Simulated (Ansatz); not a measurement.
# Conductance of Al (PBEsol) and In (LDA) atomic chains as one bond is drawn from contact into tunnelling

A break junction or a tunnelling tip near a surface works in the range where a metallic contact turns into a gap, and there a small displacement changes the current strongly. I want a rule for how fast this happens when a single bond opens in an otherwise perfect chain. The calculated quantity is the zero-bias conductance through that bond, set against the perfect chain of the same metal at the same level. The junctions are hypothetical models, and the atoms beside the gap stay where the perfect chain had them, whereas in a real junction they would shift as the bond is pulled. The two metals also differ in functional, so a comparison between them carries that difference as well.

## How the numbers were made

Linear chains of Al (PBEsol), In (LDA). The period of each perfect chain was relaxed first; a cell of 12 or 13 atoms then had one bond changed by a set amount with all other bonds held at the relaxed length, and nothing was relaxed again. Plane-wave density functional theory with Ansatz 0.2.0, PAW datasets, scalar-relativistic unless a column says otherwise. The chain runs along z in a box of 7.5 x 7.5 angstrom across, with one k point across; along the chain the number of k points times the cell length is 81 to 146 angstrom. Fermi-Dirac occupations of width 0.05 eV. The functional is named with each chain. Wave cutoff 420 eV (LDA), 420 eV (PBEsol). Transmission by matching layers to semi-infinite perfect chains at zero bias, energy step 0.035 eV. Al (PBEsol): relaxed bond 2.407 angstrom, perfect chain 2.00 G0, no spin polarisation (starting moments died in the relaxation); In (LDA): relaxed bond 2.683 angstrom, perfect chain 3.00 G0, no spin polarisation (starting moments died in the relaxation).

- bond stretch (Å): lengthening of the one bond over the relaxed bond of the perfect chain.
- bond length (Å): length of the drawn bond.
- error estimate (%): largest term of the program's own error estimate for this conductance.
- conductance (G₀): zero-bias conductance through the drawn bond at 300 K, both spins, G0 = 2e^2/h.
- share of perfect: conductance over that of the perfect chain at the same level.

## Numbers

| member | chain | bond stretch (Å) | bond length (Å) | error estimate (%) | conductance (G₀) | share of perfect |
| --- | --- | --- | --- | --- | --- | --- |
| stretch −0.2 | Al (PBEsol) | −0.2 | 2.21 | 0 | 1.971 | 0.9856 |
| stretch 0.3 | Al (PBEsol) | 0.3 | 2.71 | 0 | 1.927 | 0.9636 |
| stretch 0.7 | Al (PBEsol) | 0.7 | 3.11 | 0 | 1.575 | 0.7874 |
| stretch 1.2 | Al (PBEsol) | 1.2 | 3.61 | 3 | ? | ? |
| stretch 1.8 | Al (PBEsol) | 1.8 | 4.21 | 8 | 0.1048 | 0.05242 |
| stretch 2.5 | Al (PBEsol) | 2.5 | 4.91 | 11 | 0.01180 | 0.00590 |
| stretch 3.3 | Al (PBEsol) | 3.3 | 5.71 | 11 | 0.00132 | 6.62×10⁻⁴ |
| stretch 4.2 | Al (PBEsol) | 4.2 | 6.61 | 12 | 1.21×10⁻⁴ | 6.03×10⁻⁵ |
| stretch −0.2 | In (LDA) | −0.2 | 2.48 | 0 | 2.946 | 0.9820 |
| stretch 0.3 | In (LDA) | 0.3 | 2.98 | 0 | 2.853 | 0.9511 |
| stretch 0.7 | In (LDA) | 0.7 | 3.38 | 1 | 2.231 | 0.7438 |
| stretch 1.2 | In (LDA) | 1.2 | 3.88 | 3 | 1.228 | 0.4095 |
| stretch 1.8 | In (LDA) | 1.8 | 4.48 | 5 | 0.4506 | 0.1502 |
| stretch 2.5 | In (LDA) | 2.5 | 5.18 | 6 | 0.1193 | 0.03977 |
| stretch 3.3 | In (LDA) | 3.3 | 5.98 | 6 | 0.02423 | 0.00808 |
| stretch 4.2 | In (LDA) | 4.2 | 6.88 | 8 | 0.00390 | 0.00130 |

Cells marked ? are withheld until the estimate has been made.

## Reading the trend

Near the relaxed bond the conductance hardly reacts. A stretch of 0.3 Å leaves 0.9636 of the perfect value in Al and 0.9511 in In, and a compression of 0.2 Å also costs a little in both. A simple chain model explains this: if the altered bond has a hopping r times that of the others, a channel at the band centre transmits 4r²/(1 + r²)², which is stationary at r = 1 and falls on either side.

Once r is small, the transmission follows r² and the fall becomes nearly exponential. Between stretches of 3.3 and 4.2 Å the decay constant is ln(0.00132 / 0.000121) / 0.9 = 2.66 per Å for Al and ln(0.02423 / 0.00390) / 0.9 = 2.03 per Å for In. Al keeps the larger share of its perfect conductance at 0.7 Å, but the smaller share in every row shown from 1.8 Å on.

With the vacuum formula β = 1.025 √φ (β per Å, φ in eV), these constants correspond to apparent barriers of (2.66 / 1.025)² = 6.7 eV for Al and (2.03 / 1.025)² = 3.9 eV for In. The In figure is of the usual size of a metal work function, roughly 4 eV; the Al figure is clearly above it. I suspect the numerics first, because the exchange-correlation potential was flagged as rough in the thin-density region of all the Al junctions and of none of the In ones.

A physical contribution is also possible. If the two channels of the Al chain are a π pair, their waves have a node on the chain axis, and the extra transverse energy makes them decay faster in the gap. A third channel of σ character in In would lack that node and would carry the current further. The columns give only the total conductance, so this assignment remains a conjecture.

## Prediction

Plain estimates from the members shown:

- stretch 1.2 (Al (PBEsol)), straight-line interpolation between stretch 0.7 and stretch 1.8: w = (1.2 − 0.7) / (1.8 − 0.7) = 0.455, so 1.575 + 0.455 × (0.1048 − 1.575) = 0.9067 G₀
- stretch 1.2 (Al (PBEsol)), from its own In (LDA) value plus the mean shift Al (PBEsol) − In (LDA) over the other 7 members (−0.4339, standard deviation 0.39): 1.228 − 0.4339 = 0.7941 G₀

The straight line in conductance ignores the bend between contact and tunnelling; for In at the same stretch it gives 2.231 + 0.455 × (0.4506 − 2.231) = 1.42 G₀ against 1.228. The mean shift from In mixes chains with different numbers of channels. I therefore interpolate the logarithm of the hopping ratio, a = −ln r, which the chain model gives as a = ln((1 + √(1 − s)) / √s), with s the share of perfect and all channels treated alike.

For Al this gives, at stretches of 0.3, 0.7, 1.8 and 2.5 Å in turn:

ln((1 + √(1 − 0.9636)) / √0.9636) = 0.193; ln((1 + √(1 − 0.7874)) / √0.7874) = 0.499; ln((1 + √(1 − 0.05242)) / √0.05242) = 2.154; ln((1 + √(1 − 0.00590)) / √0.00590) = 3.258.

The successive slopes per Å are (0.499 − 0.193) / 0.4 = 0.765, (2.154 − 0.499) / 1.1 = 1.505 and (3.258 − 2.154) / 0.7 = 1.577. The straight line in a gives 0.499 + 0.5 × 1.505 = 1.251 at 1.2 Å.

The slopes rise, so the curve should lie below that line. The parabola through the first three points has curvature coefficient (1.505 − 0.765) / 1.5 = 0.493, and the one through the last three has (1.577 − 1.505) / 1.8 = 0.040. Their mean, 0.267, lowers a by 0.5 × 0.6 × 0.267 = 0.080, to 1.251 − 0.080 = 1.171. Then s = 4 / (exp(1.171) + exp(−1.171))² = 0.320, and 2.00 × 0.320 = 0.64 G₀.

The same steps for In return 1.23 G₀, in agreement with its row. Al bends more sharply, however. Its two parabolas taken singly give a = 1.251 − 0.3 × 0.493 = 1.103 and a = 1.251 − 0.3 × 0.040 = 1.239, hence 2.00 × 4 / (exp(1.103) + exp(−1.103))² = 0.715 G₀ and 2.00 × 4 / (exp(1.239) + exp(−1.239))² = 0.571 G₀. Half their distance, 0.07 G₀, is my standard deviation.

**Committed estimate, stretch 1.2 (Al (PBEsol)): conductance = 0.64 ± 0.07 G₀.**

## Check

| member | chain | bond stretch (Å) | bond length (Å) | error estimate (%) | conductance (G₀) | share of perfect |
| --- | --- | --- | --- | --- | --- | --- |
| stretch 1.2 | Al (PBEsol) | 1.2 | 3.61 | 3 | 0.7342 | 0.3671 |

| member | estimate | conductance (G₀) | computed | estimate − computed | miss in error bars |
| --- | --- | --- | --- | --- | --- |
| stretch 1.2 (Al (PBEsol)) | committed | 0.6400 | 0.7342 | −0.09420 | 1.3 |
| stretch 1.2 (Al (PBEsol)) | interpolation | 0.9067 | 0.7342 | +0.1725 |  |
| stretch 1.2 (Al (PBEsol)) | shift from In (LDA) | 0.7941 | 0.7342 | +0.05994 |  |

The computed 0.7342 G₀ lies above my 0.64 ± 0.07, a miss of 1.3 error bars. My estimate was nearer than the straight line in conductance but farther off than the shift from In. That shift varies by 0.39 G₀ from row to row, so its miss of 0.06 G₀ says little for the method.

The sign of my correction was right and its size too small. The computed share corresponds to a = ln((1 + √(1 − 0.3671)) / √0.3671) = 1.086, where the straight line in a gave 1.251 and my curved version 1.171. I had taken the slope of a to rise steadily towards its tunnelling value. With the new row it goes from (1.086 − 0.499) / 0.5 = 1.17 per Å (0.7 to 1.2 Å) to (2.154 − 1.086) / 0.6 = 1.78 (1.2 to 1.8 Å) and back to 1.58 (1.8 to 2.5 Å). Averaging the two parabolas smoothed away this maximum, and the result lies above what either of them gave, so half their distance was too narrow an error bar. The trial on In could not warn me, because the In slopes do rise steadily. The change from contact to tunnelling stands, but a hopping with one fixed decay length does not describe Al.

## Outliers

No single row stands apart; the odd feature is the steep part of the Al line just beyond contact. From 1.2 Å outwards the decay constants per Å between neighbouring rows are:

- Al: ln(0.7342 / 0.1048) / 0.6 = 3.24, ln(0.1048 / 0.01180) / 0.7 = 3.12, ln(0.01180 / 0.00132) / 0.8 = 2.74, and then 2.66
- In: ln(1.228 / 0.4506) / 0.6 = 1.67, ln(0.4506 / 0.1193) / 0.7 = 1.90, ln(0.1193 / 0.02423) / 0.8 = 1.99, and then 2.03

 The first Al value would need a barrier of (3.24 / 1.025)² = 10 eV, far above any metal's work function.

In In the decay constant rises with the gap. The chain model explains most of this, because near contact the transmission is still levelling off towards its maximum; a barrier that grows as the gap opens would add to it. Al goes the other way. Channels of π character could do this: their node on the axis adds transverse energy, which shrinks as the wave spreads in a wider gap. The box limits that spread. The longest transverse wave with a node that fits into it has the energy (ħ²/2m)(2π/L)², in numbers 3.81 × (6.283 / 7.5)² = 2.67 eV. Taken off the apparent barrier at the widest gaps, this leaves 6.7 − 2.67 = 4.0 eV, an ordinary work function. If the channels are a π pair, the Al decay constant therefore depends partly on the width of the box. I had put the rough exchange-correlation potential first as the cause of the fast Al decay. I now give it less weight, since the excess is largest at the shorter gaps, where the density is less thin. It may still affect the wide ones.

The rows at the longest stretches deserve the least trust in both chains, because an open shell was flagged there. A moment on the dangling ends would split the levels near the Fermi energy and could change the conductance by more than the error estimates, which reach 12 % in Al and 8 % in In.

## Rules of thumb and their limits

Up to a stretch of 0.3 Å both chains keep at least 95 % of their perfect conductance. Between 3.3 and 4.2 Å one decade of current takes 2.303 / 2.66 = 0.87 Å in Al (PBEsol) and 2.303 / 2.03 = 1.13 Å in In (LDA), a difference that includes the change of functional.

Interpolating the logarithm of the hopping ratio reproduced the In row at 1.2 Å to better than 1 % but missed the Al row by 13 %. A new member between 0.7 and 1.8 Å should therefore carry an error of at least that size.

Two omitted effects matter at a given stretch, though neither should rival the fall of more than four decades in Al. End atoms that each draw back by a rough 0.1 Å would lower the Al conductance in the tunnelling range by a factor of exp(−2.66 × 0.2) = 0.59. The missing image potential acts the other way, since it would lower the barrier and raise the current.

[On method and selection: Spin-orbit coupling is left out. Runs that did not converge, have known faults or may not be shown are not listed, and runs on Ansatz's PAW sets soft_1 and soft_2 are kept to separate tables. Runs whose transmission exceeds the number of channels of the lead are not listed.]
